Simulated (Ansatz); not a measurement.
A van 't Hoff estimate for C2H6OS + GeH2Cl ⇌ C2H5OS + GeH3Cl

Species: C2H6OS (dimethyl sulfoxide) `CS(C)=O`, singlet; GeH2Cl `[Cl][GeH2]`, doublet; C2H5OS `[CH2]S(C)=O`, doublet; GeH3Cl (chlorogermane) `[Cl][GeH3]`, singlet. A radical takes H: the energy is the difference in strength between the C–H bond broken and the Ge–H bond made.

The electronic reaction energy at CCSD(T)/def2-TZVPP is +80.3 kJ/mol. Shapes: PBE0-D4/def2-TZVP. Flexible molecules stand in one conformer, not always the lowest. Programs: Ansatz 0.2.0. Enthalpy and entropy come from rigid-rotor, harmonic-oscillator sums on unscaled PBE0-D4/def2-TZVP wavenumbers, ideal gases at 1 bar; R ln 2 is added for the mirror twin of the chiral shape of C2H5OS. Symmetry numbers: C2H6OS 1, GeH2Cl 1, C2H5OS 1, GeH3Cl 3. R = 8.3145 J/(mol K).

| T (K) | ΔH (kJ/mol) | ΔS (J/(mol K)) |
| --- | --- | --- |
| 800 | +72.2 | +8.1 |
| 1100 | +73.7 | +9.7 |
| 1400 | ? | ? |

Problem. Work out ln K at 800 and 1100 K, and from these estimate it at 1400 K.

Solution. 
1. 800 K: ΔG = +72.2 − 800 × (+8.1)/1000 = +65.7 kJ/mol; ln K = −ΔG/RT = -9.88.
2. 1100 K: ΔG = +73.7 − 1100 × (+9.7)/1000 = +63.0 kJ/mol; ln K = −ΔG/RT = -6.89.
3. Slope against 1000/T: (-6.89 − (-9.88))/(0.9091 − 1.2500) = -8.77, that is −ΔH/R with ΔH near +73 kJ/mol.
4. 1400 K: ln K = -9.88 + (-8.77) × (0.7143 − 1.2500) = -5.18.

The full sums give ΔH = +74.8 kJ/mol, ΔS = +10.6 J/(mol K), ΔG = +60.0 kJ/mol and ln K = -5.15 at 1400 K, so the line is off by -0.03 in ln K; without rounding the miss is -0.03, from the change of ΔH with temperature. The reactants are favoured over this whole range. An error of 10 kJ/mol in the energy moves ln K by 0.9 at 1400 K. Soft modes are treated as harmonic, which can err either way at these temperatures; the lowest are those of C2H6OS (187 cm⁻¹), C2H5OS (213 cm⁻¹). Other conformers aren't counted. Open shells run unrestricted. Relativity is left out for Ge. Outer-core shells of Ge are correlated, in sets that cover them unevenly.

Hydrogen transfer from dimethyl sulfoxide to the germyl radical is uphill because the C–H bond broken is stronger than the Ge–H bond made. Germanium's diffuse valence orbitals overlap less well with hydrogen 1s than carbon's do, and the sulfinyl group probably stabilises the carbon radical too little to make up the difference. The reverse reaction is therefore the favourable one, in keeping with the familiar role of germanium hydrides as hydrogen donors to carbon radicals.

Heating raises K since the reaction is endothermic, but the entropy gain is small, as expected with two molecules on each side, and doesn't overturn the enthalpy. The slow rise in ΔH also has a simple origin. Replacing stiff C–H vibrations with softer Ge–H ones lowers the zero-point energy, which puts ΔH below the electronic value of +80.3 kJ/mol; as the vibrations approach classical behaviour, that offset fades. These equilibrium constants don't show how fast hydrogen is transferred in either direction, which depends on the barrier.
